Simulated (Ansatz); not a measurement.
# SiPH4 (SMILES [SiH2]P): the energy, rung by rung

The species is SiPH4 (6 atoms), meant as a doublet with charge 0. SMILES: `[SiH2]P`. The coordinates come from a GFN2-xTB relaxation. This is one conformer, not always the lowest.

```jsonl
{"atom": "Si", "x (Å)": "0.1270", "y (Å)": "-0.9861", "z (Å)": "-0.1047"}
{"atom": "P", "x (Å)": "-0.3387", "y (Å)": "1.1700", "z (Å)": "0.1422"}
{"atom": "H", "x (Å)": "-0.3006", "y (Å)": "-1.7247", "z (Å)": "1.0879"}
{"atom": "H", "x (Å)": "-0.5793", "y (Å)": "-1.5143", "z (Å)": "-1.2763"}
{"atom": "H", "x (Å)": "0.4347", "y (Å)": "1.6172", "z (Å)": "-0.9153"}
{"atom": "H", "x (Å)": "0.6569", "y (Å)": "1.4380", "z (Å)": "1.0661"}
```

Each level gives the energy change with the Si1–H3 bond stretched from 1.467 to 3.666 Å (eV). The values are calculated.

| level | kind | program | value (eV) | less FCI/STO-3G | CPU time (all runs) |
| --- | --- | --- | --- | --- | --- |
| UB3LYP/STO-3G | global hybrid | Ansatz | 4.57 | +0.40 | 3.9 s |
| UCAM-B3LYP/STO-3G | range-separated hybrid | Ansatz | 4.66 | +0.49 | 4.8 s |
| UB2PLYP/STO-3G | double hybrid | Ansatz | 4.45 | +0.28 | 7.7 s |
| RPA@PBE/STO-3G | RPA | Ansatz | 4.14 | -0.03 | 5.2 s |
| UCCSD(T)/STO-3G | coupled cluster or CI | Ansatz | 4.17 | 0.00 | 0.63 s |
| UCCSD/STO-3G | coupled cluster or CI | Ansatz | 4.18 | +0.01 | 0.62 s |
| UCCSDT(Q)/STO-3G | coupled cluster or CI | Ansatz | 4.17 | 0.00 | 1.9 s |
| UCCSDTQ/STO-3G | coupled cluster or CI | Ansatz | 4.17 | 0.00 | 68 s |
| FCI/STO-3G | exact in the basis | Ansatz | 4.17 | 0.00 | 9 s |

FCI/STO-3G is exact within its basis and frozen core, so for wave-function methods in that basis the difference is their error; functionals converge differently with the basis, so for them it is only a difference. The first shape isn't each level's own minimum. The values span 4.14 to 4.66 eV. Spin contamination of the reference (⟨S²⟩ at least 0.1 too high) touches UB2PLYP/STO-3G, UCCSD(T)/STO-3G, UCCSD/STO-3G, UCCSDT(Q)/STO-3G, UCCSDTQ/STO-3G. All rows use very small basis sets, so even the best lies far from the true value. Times are those of the runs behind each value, whatever else they computed, on shared processors of several kinds: orders of magnitude only.

Breaking this Si–H bond costs 4.17 eV at the exact limit of the basis, and UCCSD already comes within 0.01 eV of that. Essentially one electron pair is being separated, so singles and doubles capture most of the correlation change, and connected triples have little left to correct. The three hybrid-type functionals all give a larger cost, while RPA falls slightly below the exact result, perhaps through cancellation of errors between the two geometries.

Chemically, loss of hydrogen from a silyl radical leads towards a silylene, whose two remaining electrons can pair in a silicon lone pair of high s character, with phosphorus donating into the empty p orbital. That makes such a bond weaker than one in a closed-shell silane, yet the computed cost is high even for the latter. The likely cause is the minimal basis: its hydrogen function is contracted to suit bonded hydrogen and places the departing atom too high in energy. Agreement between two endpoints doesn't establish equal accuracy in the intermediate region, where the electrons recouple.
